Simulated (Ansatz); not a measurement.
## TiPt3: the change of energy above lowest point with volume scale

Free energy against uniform scaling of the volume at fixed shape and fractions; periodic cell, basis, potentials, k mesh and filling as listed. The results are calculated, by Ansatz 0.2.0.

The cell before it is scaled or strained (space group Pm-3m, No. 221):
```
CELL_PARAMETERS angstrom
3.90990 0.00000 0.00000
0.00000 3.90990 0.00000
0.00000 0.00000 3.90990
ATOMIC_POSITIONS crystal
Ti 0.00000 0.00000 0.00000
Pt 0.00000 0.50000 0.50000
Pt 0.50000 0.00000 0.50000
Pt 0.50000 0.50000 0.00000
```

Settings of every row: functional revPBE; dispersion none; potentials norm-conserving; wave cutoff 1155 eV; density cutoff 4620 eV; k mesh 6x6x6; k shift 0x0x0; occupations fermi dirac; smearing width 0.3 eV; spin none.

Limits: coarse k mesh, up to 40 meV an atom off; wide smearing; no spin-orbit coupling, which can matter with elements this heavy.

```csv
row,volume scale,V (Å³/atom),energy above lowest point (meV/atom)
1,0.9406,14.055,136.2
2,0.9703,14.499,66.1
3,1,14.943,?
4,1.0297,15.387,2
5,1.0594,15.831,0
```

Question: what energy above lowest point should row 3 give?

Worked fit of energy above lowest point. Take u = (V_r/V)^(2/3) − 1 with V_r = 14.943 Å³ an atom, which is twice the finite (Eulerian) strain; such expansions in the strain, on which the Birch-Murnaghan equation of state is built, carry the rest volume and the bulk modulus. The shown rows have u = 0.04169, 0.02031, -0.01933, -0.03775. Least squares give energy above lowest point = 22.76 + 1605.7 × u + 26675 × u² meV/atom; a straight line predicts inner rows, each left out in turn, worse (root mean square 24 against 0.74 meV/atom). The rows lie off it by 0.1, -0.3, 0.3, -0.2. Its lowest point lies at u = -0.0301, or V = 15.64 Å³ an atom, and the curvature there gives the bulk modulus at fixed shape and fractions, B = (4/9)(1 + u)² E″(u)/V = 228 GPa. The withheld row has u = 0, so the fit gives 22.76 + 1605.7 × (0) + 26675 × (0)² = 22.8 meV/atom.

The calculation gave 22.8 meV/atom. The fit meets it to the printed digit.
